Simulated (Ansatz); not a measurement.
# Work function and dipole per adsorbate against coverage for Li, Na, K and Cs on Ti(0001), PBE slabs

The usual rule of thumb for alkali atoms on a metal is that the larger atom lowers the work function more, and that each added atom lowers it by less than the one before. The rule matters for electron emitters and low-barrier contacts, where a fraction of a layer can set the energy an electron needs to escape. It is tested here for Li, Na, K and Cs on Ti(0001) with PBE slabs. The change ΔΦ is measured against the clean face, at 4.37 eV, and is negative when the adsorbate lowers the work function. The dipole per adsorbate follows from ΔΦ and the density of adsorbates, with the positive end outwards.

## Set-up

Ansatz 0.2.0, plane-wave Kohn-Sham DFT with its default PAW datasets at a cutoff of 420 eV, PBE. Slabs of 4 layers at the tabulated measured lattice constant with the lower two layers held; adsorbates on the upper face in cells of 1 to 9 surface atoms, started on the site named and relaxed with the upper layers until forces are under 0.02 eV/Å. k-spacing 0.20 Å⁻¹ (2π included), Fermi-Dirac smearing of 0.1 eV, 18 Å of vacuum, dipole correction. Spin-paired, no spin-orbit coupling.

Notes on method and selection:

- One starting site was run; real layers may sit elsewhere, sink into the surface or rebuild it.
- Changes under about 0.15 eV are within the error of slabs this thin.
- Runs in which an atom moved over 1.3 Å, mostly full layers of large atoms, are not listed; the work function can turn there.
- Alkali layers pass through a minimum of the work function; at one coverage the larger alkalis can lie past theirs while smaller ones are near it, so the order need not follow the ionisation energy.
- Neighbouring dipoles tend to depolarise each other as the coverage rises, unless heights or bonding change.
- Runs in which the search for lower states was switched off are not listed.
- Work functions and vacuum levels are read from the electrostatic potential (Hartree and local ionic parts), which a warning of a rough exchange-correlation potential in thin density does not concern.
- Runs that did not converge, have known faults or may not be shown are not listed, and runs on Ansatz's PAW sets soft_1 and soft_2 are kept to separate tables.

Columns:

- density (nm⁻²): adsorbates per area.
- height (Å): height of the adsorbed atom (the lowest atom of a molecule) over the highest substrate atom.
- coverage (ML): adsorbates per surface atom.
- ΔΦ (eV): work function of the covered face less that of the clean face.
- dipole (D): dipole per adsorbate from ΔΦ by the Helmholtz relation, positive end outwards.
- Φ covered (eV): work function of the covered face.

## The series

| member | system | density (nm⁻²) | height (Å) | coverage (ML) | ΔΦ (eV) | dipole (D) | Φ covered (eV) | remark |
| --- | --- | --- | --- | --- | --- | --- | --- | --- |
| clean | Cs on Ti(0001), fcc | 0.00 | – | 0.000 | 0.00 | – | 4.37 |  |
| 0.1111 ML | Cs on Ti(0001), fcc | 1.47 | 3.44 | 0.111 | −2.33 | 4.20 | 2.04 |  |
| 0.25 ML | Cs on Ti(0001), fcc | 3.32 | 3.43 | 0.250 | ? | ? | ? |  |
| clean | K on Ti(0001), fcc | 0.00 | – | 0.000 | 0.00 | – | 4.37 |  |
| 0.1111 ML | K on Ti(0001), fcc | 1.47 | 3.16 | 0.111 | −2.05 | 3.70 | 2.32 |  |
| 0.25 ML | K on Ti(0001), fcc | 3.32 | 3.13 | 0.250 | ? | ? | ? |  |
| clean | Na on Ti(0001), fcc | 0.00 | – | 0.000 | 0.00 | – | 4.37 |  |
| 0.1111 ML | Na on Ti(0001), fcc | 1.47 | 2.75 | 0.111 | −1.33 | 2.40 | 3.04 |  |
| 0.25 ML | Na on Ti(0001), fcc | 3.32 | 2.69 | 0.250 | ? | ? | ? |  |
| clean | Li on Ti(0001), fcc | 0.00 | – | 0.000 | 0.00 | – | 4.37 |  |
| 0.1111 ML | Li on Ti(0001), fcc | 1.47 | 2.43 | 0.111 | −0.99 | 1.79 | 3.38 |  |
| 0.25 ML | Li on Ti(0001), fcc | 3.32 | 2.37 | 0.250 | ? | ? | ? |  |
| 0.5 ML | Li on Ti(0001), fcc | 6.63 | 2.24 | 0.500 | −1.90 | 0.76 | 2.47 | moved 1.2 Å sideways off the starting site |
| 1 ML | Li on Ti(0001), fcc | 13.27 | 2.43 | 1.000 | −1.13 | 0.23 | 3.24 |  |

Cells marked ? are withheld until the estimate has been made.

## Why the values move as they do

At 0.1111 ML the first half of the rule holds for all four metals. ΔΦ runs from −0.99 eV for Li through −1.33 eV for Na and −2.05 eV for K to −2.33 eV for Cs. The density is the same in these rows, so the dipoles keep this order, from 1.79 D to 4.20 D.

The alkali atom gives part of its outer electron to the metal, and the positive charge left behind forms a dipole with its screening charge in the surface. A larger atom sits higher, which lengthens the dipole. From Li to Cs the height grows by a factor of 3.44 / 2.43 = 1.42, the dipole by 4.20 / 1.79 = 2.35. Height over the top Ti nuclei therefore does not account for the whole rise in simple proportion. The screening charge lies outside those nuclei, which makes the relative change in the true dipole length larger, and the charge transferred and the polarisation of the adsorbed atom may also differ.

The effect of coverage can be followed for Li. A fixed dipole would give a drop of 0.99 × 6.63 / 1.47 = 4.47 eV at 0.5 ML; the calculated drop is 1.90 eV. Each dipole lies in the field of its neighbours, which draws electrons back towards the adsorbed atoms and weakens the dipole, here to 0.76 D.

At 1 ML the dipole is only 0.23 D and the work function is 3.24 − 2.47 = 0.77 eV higher than at 0.5 ML. The loss of dipole now outweighs the gain in density, so the second half of the rule is too mild: added Li can raise the work function again. Height is not the cause, since it is 2.43 Å at both 0.1111 and 1 ML. In the full layer the Li orbitals overlap and form a metallic film, in which the picture of separate ions no longer applies. The half layer slid 1.2 Å from its starting site, so part of its difference from the other Li rows may come from the change of site.

## Prediction

Plain estimates from the members shown:

- 0.25 ML (Li on Ti(0001), fcc), straight-line interpolation between 0.1111 ML and 0.5 ML: w = (3.32 − 1.47) / (6.63 − 1.47) = 0.359, so −0.99 + 0.359 × (−1.90 − (−0.99)) = −1.32 eV

The straight line in ΔΦ, which gives −1.32 eV for Li at 0.25 ML, probably makes the drop too small. The drop per unit density is 0.99 / 1.47 = 0.67 eV nm² from the clean face to 0.1111 ML, but only (1.90 − 0.99) / (6.63 − 1.47) = 0.18 eV nm² from there to 0.5 ML. A curve that flattens in this way lies below its chord.

It is better to interpolate the dipole and then apply the Helmholtz relation, ΔΦ = −0.377 × density × dipole, with units of eV, nm⁻² and D. An exponential fall of the dipole with density is used as an empirical form for depolarisation. The rows at 0.1111 and 0.5 ML give a decay constant of ln(1.79 / 0.76) / (6.63 − 1.47) = 0.166 nm².

Carried on to the full layer, which is denser than the 0.1111 ML row by 13.27 − 1.47 = 11.80 nm⁻², this gives 1.79 × exp(−0.166 × 11.80) = 0.25 D and ΔΦ = −1.26 eV, against the calculated −1.13 eV, a miss of 0.13 eV.

At 0.25 ML the density is higher than in the 0.1111 ML row by 3.32 − 1.47 = 1.85 nm⁻². The dipole becomes 1.79 × exp(−0.166 × 1.85) = 1.32 D, and ΔΦ = −0.377 × 3.32 × 1.32 = −1.65 eV. The height of 2.37 Å lies between those of the two anchoring rows and calls for no further shift. The miss at the full layer is taken as the standard deviation: interpolation should be safer than that test, but the anchor at 0.5 ML has left its starting site.

**Committed estimate, 0.25 ML (Li on Ti(0001), fcc): ΔΦ = −1.65 ± 0.13 eV.**

## The withheld result

| member | system | density (nm⁻²) | height (Å) | coverage (ML) | ΔΦ (eV) | dipole (D) | Φ covered (eV) |
| --- | --- | --- | --- | --- | --- | --- | --- |
| 0.25 ML | Cs on Ti(0001), fcc | 3.32 | 3.43 | 0.250 | −2.77 | 2.22 | 1.60 |
| 0.25 ML | K on Ti(0001), fcc | 3.32 | 3.13 | 0.250 | −2.75 | 2.20 | 1.63 |
| 0.25 ML | Na on Ti(0001), fcc | 3.32 | 2.69 | 0.250 | −2.23 | 1.78 | 2.14 |
| 0.25 ML | Li on Ti(0001), fcc | 3.32 | 2.37 | 0.250 | −1.84 | 1.47 | 2.53 |

| member | estimate | ΔΦ (eV) | computed | estimate − computed | miss in error bars |
| --- | --- | --- | --- | --- | --- |
| 0.25 ML (Li on Ti(0001), fcc) | committed | −1.65 | −1.84 | +0.19 | 1.5 |
| 0.25 ML (Li on Ti(0001), fcc) | interpolation | −1.32 | −1.84 | +0.52 |  |

The estimate of −1.65 eV lies 0.19 eV above the calculated −1.84 eV, 1.5 error bars away. It came much closer than the straight line, which missed by 0.52 eV. The argument that the curve lies below its chord held; the assumption of a constant decay of the dipole failed.

Between 0.1111 and 0.25 ML the decay constant is ln(1.79 / 1.47) / 1.85 = 0.11 nm², but between 0.25 and 0.5 ML it is ln(1.47 / 0.76) / 3.31 = 0.20 nm². Depolarisation therefore starts gently and strengthens as the Li atoms close up. The test on the full layer could not reveal this, because it lay outside the interval being interpolated, and the error bar taken from it was too narrow.

Point dipoles of fixed polarisability also start gently, with 1/dipole linear in density^1.5. Drawn through the same two rows, however, that form gives 1.30 D at 0.25 ML, no better than the exponential's 1.32 D and below the calculated 1.47 D. The stronger loss at higher coverage fits a growing overlap of the Li orbitals, though the change of site in the half layer may contribute.

## Residuals

Cs departs most from the order seen at low coverage. At 0.1111 ML it lowers the work function by 2.33 − 2.05 = 0.28 eV more than K, at 0.25 ML by only 0.02 eV more, which is within the error of the slabs. Its dipole keeps 2.22 / 4.20 = 0.53 of its value between these coverages, against 2.20 / 3.70 = 0.59 for K, 1.78 / 2.40 = 0.74 for Na and 1.47 / 1.79 = 0.82 for Li. The heights change by at most 0.06 Å, too little to explain such losses. The likeliest reason is the greater polarisability of the larger atoms, helped by overlap between neighbours in the denser layer.

The full Li layer stands apart in another way: it is the only row in which added alkali raises the work function clearly, by 0.77 eV from the half layer. Its small dipole of 0.23 D suits a nearly neutral metallic film.

The half layer of Li, despite its slide, is not out of line. An exponential drawn through the dipoles at 0.25 and 1 ML gives roughly −2.0 eV there, against the calculated −1.90 eV.

## Rules of thumb and their limits

From 0.1111 to 0.25 ML all four alkalis lower the work function further, from 2.77 − 2.33 = 0.44 eV for Cs up to 2.23 − 1.33 = 0.90 eV for Na, while every dipole shrinks. Larger atoms give the larger total drop from the clean face, except that Cs and K can no longer be told apart at 0.25 ML. For Li the drop is nearly the same at 0.25 and 0.5 ML, so these rows do not fix the coverage of the minimum. Denser layers of Na, K and Cs are not listed, and a turn there remains possible.

Interpolating the dipole gave Li at 0.25 ML to about 0.2 eV, a single test.

For a photocathode, the threshold wavelength is hc/Φ, with hc = 1240 eV nm. It moves from 1240 / 4.37 = 284 nm on clean Ti to 1240 / 1.60 = 775 nm with 0.25 ML of Cs; an error of 0.15 eV shifts the latter by roughly 70 to 80 nm. Neither spin-orbit coupling nor dispersion is expected to rival the spread of the table.

[On method and selection: Error sizes named in these notes are rules of thumb and were not measured on these runs. The default PAW datasets of this version of Ansatz are the set soft_2.]
